**Q:** If I make an Al₂Zn cell taller and narrower at fixed volume, how much easier does it become to push its aluminium layers together or pull them apart?

**A:** About five times easier, for small shifts of equal real length, when the ratio of cell height to edge, c/a, grows by half. The contacts between layers become only about one seventh longer over that range, so a modest change in length goes with a large change in stiffness. The largest shift in the table, nominally a quarter of an ångström, costs between two and nine tenths of an eV per three-atom cell, counted from the unshifted cell of the same shape.

Ansatz 0.2.0, DFT with PBEsol, plane waves and PAW (520 eV cutoff, 18×18×6 k mesh, 0.15 eV Gaussian smearing, no spin polarization), for Al₂Zn at fixed volume. Free energies are per three-atom cell, relative to the relaxed crystal. Shifts of each Al layer are measured in the relaxed cell and scale with cell height; positive shifts bring the Al layers together.

```
c over a  free energy change at shift -0.25 angstrom (meV a cell)  free energy change at shift -0.1667 angstrom (meV a cell)  free energy change at shift -0.0833 angstrom (meV a cell)  free energy change at shift 0 angstrom (meV a cell)  free energy change at shift 0.0833 angstrom (meV a cell)  free energy change at shift 0.1667 angstrom (meV a cell)  free energy change at shift 0.25 angstrom (meV a cell)
   1.979                                                    584.8                                                      326.1                                                      170.4                                                136.0                                                     253.1                                                     547.9                                                  1045.6
   2.144                                                    510.1                                                      260.9                                                      104.1                                                 54.7                                                     137.6                                                     392.6                                                   865.6
   2.309                                                    439.5                                                      203.8                                                       58.2                                                  8.7                                                      69.8                                                     286.9                                                   718.8
   2.474                                                    383.9                                                      177.4                                                       47.2                                                  0.0                                                      56.6                                                     250.2                                                   642.8
   2.639                                                    367.5                                                      196.1                                                       83.8                                                 38.4                                                      82.0                                                     253.9                                                   600.9
   2.804                                                    396.7                                                      261.5                                                      176.5                                                141.3                                                     172.4                                                     307.6                                                   604.5
   2.969                                                    482.0                                                      376.0                                                      306.9                                                275.4                                                     295.0                                                     394.8                                                   640.2
```

**Q:** What exactly is being moved?

**A:** The crystal is a stack of flat layers in the order Zn, Al, Al. A positive shift moves the two Al layers towards each other, and a negative shift moves them apart. Energies are counted from the relaxed crystal at c/a 2.474. Neither element is surrounded only by the other: each Al atom touches six Al in its own layer and three Al and three Zn in the layers next to it, while each Zn touches six Zn and six Al.

**Q:** The shifts are stretched along with the cell. Could that alone produce the softening?

**A:** It would do the opposite, as a short estimate shows. At fixed volume the height grows as (c/a)^(2/3), and so does the real shift behind each column. If the layers kept their stiffness, the energy would grow as the square of the shift, by (2.969/1.979)^(4/3) ≈ 1.7 from the flattest to the tallest cell. The calculated curvature at zero shift instead falls to 0.34 of its first value, so the real stiffness falls to 0.34/1.7 ≈ 0.2.

**Q:** What makes the layers so much softer?

**A:** The calculation shows the softening at every step of c/a; the cause is an argument from standard bonding physics. A taller cell lengthens the contacts between layers, and the repulsion that resists a squeeze dies away quickly with distance. The bond of a diatomic molecule such as N₂ behaves in the same way: its energy curve is steep on the short side and bends less as the bond is stretched. The comparison covers the shape of the curve only, because atoms in a metal share their electrons with many neighbours.

**Q:** Why does it cost more to push the Al layers together than to pull them apart?

**A:** The two directions load the gaps differently. A shift s narrows the single Al–Al gap by 2s and widens each of the two Zn–Al gaps by s. Pulling the Al layers apart shares the squeeze between two gaps, each narrowed by only half as much. If the gaps were ideal springs, the energy of the stretched gaps would make both directions cost the same. Real repulsion rises ever more steeply, so the one large squeeze tips the balance.

A simple model makes this explicit. Let any gap that changes by x cost ½Kx² − gx³, where K is its stiffness and a positive g makes squeezing dearer than stretching. Adding the three gaps gives 3Ks² + 6gs³, so a positive s costs more even if all gaps are alike. In the relaxed cell the full shift costs 643 meV one way and 384 meV the other.

**Q:** That difference shrinks in taller cells. Is the repulsion simply fading?

**A:** That is the smaller part of the answer. The difference between the two directions can be split into a part proportional to s and a part proportional to s³. The cubic part at full shift stays between 218 and 287 meV, because the larger real shift in a tall cell makes up for much of the weaker repulsion. The linear part runs from +222 meV in the flattest cell to −60 meV in the tallest, and it carries most of the decline.

A linear part means that the layers feel a force before they are shifted. In the flattest cell this force drives the Al layers apart, and in the tallest it draws them together. That is what would happen if the Al–Al gap resisted a change of height more strongly than the Zn–Al gaps. This reading is plausible but untested, since the layers themselves widen or shrink at the same time.

**Q:** How far can I trust the split?

**A:** In each row it was worked out from the smallest and largest shifts, and the middle pair served as a test. It misses the difference between the two middle energies by at most 6 meV. That worst case is the tallest cell, where the difference itself is only 394.8 − 376.0 ≈ 19 meV. The energy slopes at zero shift, taken from the same runs, confirm the linear part: they give +217 meV in the flattest cell and −58 meV in the tallest. The force already present at zero shift also reverses the usual order for the smallest shift in the three tallest cells, where pushing the Al layers together is slightly cheaper than pulling them apart.

**Q:** Does a shifted crystal prefer a different shape?

**A:** Yes, at the full shift it prefers a taller cell, whichever way the layers have moved. Going from the relaxed c/a to the next row costs the unshifted crystal 38 meV. The same step saves 16 meV when the Al layers are a quarter of an ångström further out, and 42 meV when they are as far in. The taller cell is worth its own strain because it makes the shift cheaper.

For layers pushed together by the full shift, the rows at c/a 2.639 and 2.804 differ by less than 4 meV. The energy slopes from the same runs have opposite signs in these two rows, so the optimum lies between them.

**Q:** The column at zero shift looks lopsided. Why does the tallest cell cost twice as much as the flattest?

**A:** Contact lengths alone do not explain it, because the shortest contacts are close to 2.6 Å in both cells. Their kind differs, however. The tall cell squeezes contacts within the layers, which include six Al–Al pairs per cell, whereas the flat cell squeezes those between layers, with only three. The larger number of squeezed Al–Al pairs may add to the cost, but it is unlikely to be the whole story. Smooth repulsion would make the two sides nearly alike close to rest and less alike further out. The table shows the reverse: one row from the relaxed cell, the taller shape costs 38.4 meV and the flatter one only 8.7 meV, while three rows away the ratio has dropped to two.

The same column also bends unevenly. The energy step from row to row grows by ever larger amounts up to c/a 2.804, and then by less than half as much in the last row. Electronic states crossing the Fermi level could cause both irregularities, and so could the finite k mesh; neither has been tested.

**Q:** How would I judge another movement of the layers?

**A:** Write down how much each gap changes and add the cubes; a negative sum marks the dearer direction when the gaps are similar and the unshifted layers feel no force. If only the Zn layer moves, one gap gains what the other loses, the cubes cancel, and both directions cost the same, as the symmetry of the crystal demands. For practical alloys, treat this as a lesson about stacked layers: Al and Zn form no stable ordered bulk compound, and an energy minimum within this map does not make Al₂Zn one. The printed analysis below lists the contact lengths and stiffnesses row by row.

Numerical output:

```
Contact lengths in angstrom:
    row  within layers  Zn-Al at rest  Al-Al at rest  Al-Al at shift +0.25  Zn-Al at shift -0.25
  1.979          3.011          2.623          2.675                 2.364                 2.466
  2.144          2.931          2.676          2.732                 2.392                 2.504
  2.309           2.86          2.733          2.794                 2.425                 2.547
  2.474          2.795          2.793          2.859                 2.462                 2.593
  2.639          2.735          2.857          2.926                 2.503                 2.643
  2.804          2.681          2.922          2.996                 2.546                 2.695
  2.969           2.63          2.989          3.067                 2.592                  2.75
Stiffness in eV per square angstrom and parts of E(+0.25) less E(-0.25) in meV:
    row  nominal stiffness  real stiffness  whole difference  linear part  cubic part  best shift in angstrom
  1.979              21.82           29.38             460.8        221.5       239.3                -0.02031
  2.144              19.05           23.06             355.5        68.62       286.9               -0.007204
  2.309              15.93           17.46             279.3        4.237       275.1              -0.0005321
  2.474              14.95           14.95             258.9      -0.6375       259.5                8.53e-05
  2.639              12.82           11.76             233.4       -35.25       268.6                0.005501
  2.804              9.547           8.079             207.8       -39.81       247.6                 0.00834
  2.969              7.358            5.77             158.2       -59.94       218.1                 0.01629
Energy change from the row above in meV:
    row  shift -0.25  shift 0  shift +0.1667  shift +0.25
  2.144        -74.7    -81.3         -155.3         -180
  2.309        -70.6      -46         -105.7       -146.8
  2.474        -55.6     -8.7          -36.7          -76
  2.639        -16.4     38.4            3.7        -41.9
  2.804         29.2    102.9           53.7          3.6
  2.969         85.3    134.1           87.2         35.7
Nominal stiffness at c/a 2.969 over that at 1.979: 0.3373
The same ratio if the real stiffness stayed constant: 1.717
Real stiffness at c/a 2.969 over that at 1.979: 0.1964
Cubic part for equal real shifts at c/a 2.969 over that at 1.979: 0.405
Linear share of the whole difference at c/a 1.979 in percent: 48.07
Largest miss of the split at the middle shift of 0.1667 angstrom in meV: 5.875
Energy at shift +0.25 over that at -0.25 for c/a 2.474: 1.674
Energy at zero shift for c/a 2.969 over that for 1.979: 2.025
```
